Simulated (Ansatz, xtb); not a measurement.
Relative energy of two isomers of C5H7N3Si

We compare a, `C#Cc1cn([SiH2]N)cn1`, a singlet, with b, `N#Cc1c(N)ccn1[SiH3]`, a singlet. Both are isolated molecules in the gas phase, relaxed with PBE-D3(BJ)/def2-SVP; the shapes shown needn't be the lowest conformers.

a (Å):

```
atom    x (Å)    y (Å)    z (Å)
   C  -0.5600   3.2679  -0.3140
   C  -0.4419   2.0726  -0.5579
   C  -0.2993   0.6810  -0.8227
   C   0.2065  -0.2920   0.0411
   C  -0.3762  -1.1832  -1.8910
   N   0.1600  -1.4935  -0.6472
   N  -0.5671  -3.8893   1.0282
   N  -0.6581   0.0941  -2.0326
  Si   0.5809  -3.1369  -0.0167
   H  -0.6656   4.3232  -0.1075
   H   0.5932  -0.2119   1.0627
   H   1.8468  -2.9464   0.7559
   H   0.7112  -3.9448  -1.2681
   H  -0.6519  -3.5842   2.0006
   H  -1.4715  -4.1987   0.6640
   H  -0.5250  -1.9552  -2.6588
```

b (Å):

```yaml
atoms:
  - { symbol: C, position_ang: [-1.7785, 0.4876, -0.5684] }
  - { symbol: C, position_ang: [-0.6545, -0.0645, 0.0771] }
  - { symbol: C, position_ang: [0.6655, 0.4391, 0.1192] }
  - { symbol: C, position_ang: [1.4220, -0.4716, 0.9219] }
  - { symbol: C, position_ang: [0.5589, -1.4815, 1.3297] }
  - { symbol: N, position_ang: [-2.7046, 0.9759, -1.1134] }
  - { symbol: N, position_ang: [1.1323, 1.5544, -0.5409] }
  - { symbol: N, position_ang: [-0.7036, -1.2577, 0.8276] }
  - { symbol: Si, position_ang: [-2.1543, -2.2781, 1.0712] }
  - { symbol: H, position_ang: [0.4255, 2.2141, -0.8701] }
  - { symbol: H, position_ang: [1.9556, 2.0057, -0.1432] }
  - { symbol: H, position_ang: [2.4880, -0.3955, 1.1628] }
  - { symbol: H, position_ang: [0.7627, -2.3605, 1.9520] }
  - { symbol: H, position_ang: [-3.2227, -1.4881, 1.7644] }
  - { symbol: H, position_ang: [-2.6546, -2.7758, -0.2508] }
  - { symbol: H, position_ang: [-1.6715, -3.4069, 1.9303] }
```

Question: Estimate E(b) − E(a) at the level CCSD(T)/def2-SVP + ΔMP2/def2-TZVPP.

Answer: Calculated at CCSD(T)/def2-SVP + ΔMP2/def2-TZVPP: E(b) − E(a) = −0.214 eV, so structure b lies lower.

The same difference at several levels:

```tsv
level	geometry	E(b) − E(a) (eV)	departure from the last row (eV)	job, with rough time for the two
GFN2-xTB	GFN2-xTB	−0.390	−0.176	optimisation, 0.29 s
HF/STO-3G	GFN2-xTB	−0.948	−0.734	single point, 0.7 s
r2SCAN-D4/def2-SVP	GFN2-xTB	−0.545	−0.331	single point, 4.8 s
PBE-D3(BJ)/def2-SVP	PBE-D3(BJ)/def2-SVP	−0.611	−0.397	optimisation, 61 s
HF/def2-SVP	PBE-D3(BJ)/def2-SVP	−0.395	−0.181	part of the CCSD(T) run
MP2/def2-SVP	PBE-D3(BJ)/def2-SVP	−0.467	−0.253	part of the CCSD(T) run
CCSD(T)/def2-SVP	PBE-D3(BJ)/def2-SVP	−0.467	−0.253	single point
CCSD(T)/def2-SVP + ΔMP2/def2-TZVPP	PBE-D3(BJ)/def2-SVP	−0.214		single point, 1.9 min
```

As drawn, b has 1 C≡N, 2 C∷C, 1 C–N, 1 Si–H in place of 1 C≡C, 2 C∷N, 1 N–Si, 1 C–H (∷ is an aromatic bond).

The levels shown agree on the order. The largest departure from CCSD(T)/def2-SVP + ΔMP2/def2-TZVPP is that of HF/STO-3G, 0.734 eV. The last row adds to CCSD(T) the change of the MP2 difference between the two basis sets, here +0.253 eV, a large step that makes the value less sure.

With thermal terms from frequencies at re-optimised GFN2-xTB minima (ideal gas, soft modes damped towards free rotors, one conformer each, 298.15 K, 1 atm): on the last row, ΔE + ΔZPE = −0.219, ΔH = −0.236, ΔG = −0.190 eV.

The correlated steps freeze 13 core orbitals. Programs: Ansatz 0.2.0, xtb 6.7.1; the last row on 2 threads of Intel(R) Xeon(R) 6975P-C (Granite Rapids) on a shared host.

The nitrile-bearing aminopyrrole b lies below the ethynylimidazole a, and the preference probably reflects a balance of opposing bond changes. Moving nitrogen from the ring into a cyano group exchanges an alkyne for a strong, polar C≡N bond, and in b the amino donor and the adjacent nitrile acceptor can conjugate through the pyrrole. Against this, a keeps the more nitrogen-rich aromatic ring and a second strong, polar Si–N bond.

MP2 and CCSD(T) give the same difference in the small basis, so correlation beyond MP2 nearly cancels between the isomers. The basis matters far more: enlarging it favours a, perhaps because the polarised Si–N bonds and the differing π systems need more flexible functions. Thermal terms leave the order intact, though entropy favours a slightly, which suggests softer motions of its aminosilyl group. The energies support a modest gas-phase thermodynamic preference for b between these two structures, but say nothing about the barrier to interconversion, which would require extensive bond reorganisation.
